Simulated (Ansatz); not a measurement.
C: energy less free atoms and pressure against volume scale

All results are calculated (Ansatz 0.2.0). Periodic Kohn-Sham DFT of a crystal at fixed atoms, scaled to volume_scale times the given cell; pressure positive in compression, energy less spherical unpolarised free atoms, largest_vzz the field gradient of largest size among the nuclei.

The cell before it is scaled or strained (space group P6_3/mmc, No. 194):
```
C
1.0
      2.1302     0.0000     0.0000
     -1.0651     1.8448     0.0000
      0.0000     0.0000     3.5415
C
2
Direct
  0.33333 0.66667 0.25000
  0.66667 0.33333 0.75000
```

Settings of every row: method all-electron LAPW; functional PBE; relativity scalar; k mesh 17x17x9; filling fermi-dirac; smearing width 0.03 eV; basis error target 1 meV/atom; nucleus gaussian.

Atom start moment: 0 on all atoms.

| row | volume scale | V (Å³/atom) | energy less free atoms (eV/atom) | pressure (GPa) |
| --- | --- | --- | --- | --- |
| 1 | 0.9405 | 6.545 | -4.7245 | 10.564 |
| 2 | 0.97 | 6.75 | ? | ? |
| 3 | 1 | 6.959 | -4.7377 | -0.011 |
| 4 | 1.03 | 7.167 | -4.7349 | -4.237 |
| 5 | 1.06 | 7.376 | -4.7269 | -7.961 |

Question: what energy less free atoms and pressure should row 2 give?

Worked fit of energy less free atoms. Take u = (V_r/V)^(2/3) − 1 with V_r = 7.063 Å³ an atom, which is twice the finite (Eulerian) strain; such expansions in the strain, on which the Birch-Murnaghan equation of state is built, carry the rest volume and the bulk modulus. The shown rows have u = 0.05209, 0.00994, -0.0097, -0.02849. Least squares give energy less free atoms = −4.73699 − 0.1442 × u + 7.374 × u² eV/atom; a straight line predicts inner rows, each left out in turn, worse (root mean square 0.0073 against 2.2e-06 eV/atom). All shown rows lie on it to the printed digit. Its lowest point lies at u = 0.0098, or V = 6.961 Å³ an atom, and the curvature there gives the bulk modulus at fixed shape and fractions, B = (4/9)(1 + u)² E″(u)/V = 154 GPa. Letting shape and atoms relax would as a rule lower it, by much in layered, chain or molecular crystals. The withheld row has u = 0.03068, so the fit gives −4.73699 − 0.1442 × (0.03068) + 7.374 × (0.03068)² = -4.7345 eV/atom.

The calculation gave -4.7345 eV/atom. The fit meets it to the printed digit.

Worked fit of pressure. Take u = (V_r/V)^(2/3) − 1 with V_r = 7.063 Å³ an atom, which is twice the finite (Eulerian) strain; such expansions in the strain, on which the Birch-Murnaghan equation of state is built, carry the rest volume and the bulk modulus. The shown rows have u = 0.05209, 0.00994, -0.0097, -0.02849. Least squares give pressure = −2.2052 + 217.049 × u + 538.31 × u² GPa; a straight line predicts inner rows, each left out in turn, worse (root mean square 0.54 against 0.047 GPa). The rows lie off it by 0.002, -0.016, 0.023, -0.009 (root mean square 0.015 GPa). The pressure vanishes at u = 0.0099, or V = 6.959 Å³ an atom, and there the bulk modulus at fixed shape and fractions is B = −V dP/dV = (2/3)(1 + u) dP/du = 153 GPa. Letting shape and atoms relax would as a rule lower it, by much in layered, chain or molecular crystals. The withheld row has u = 0.03068, so the fit gives −2.2052 + 217.049 × (0.03068) + 538.31 × (0.03068)² = 4.961 GPa.

The calculation gave 5.049 GPa. The fit lies 0.088 GPa (1.7 % of the value, 0.48 % of the column's range) below it; its largest miss of a shown row is 0.023 GPa.
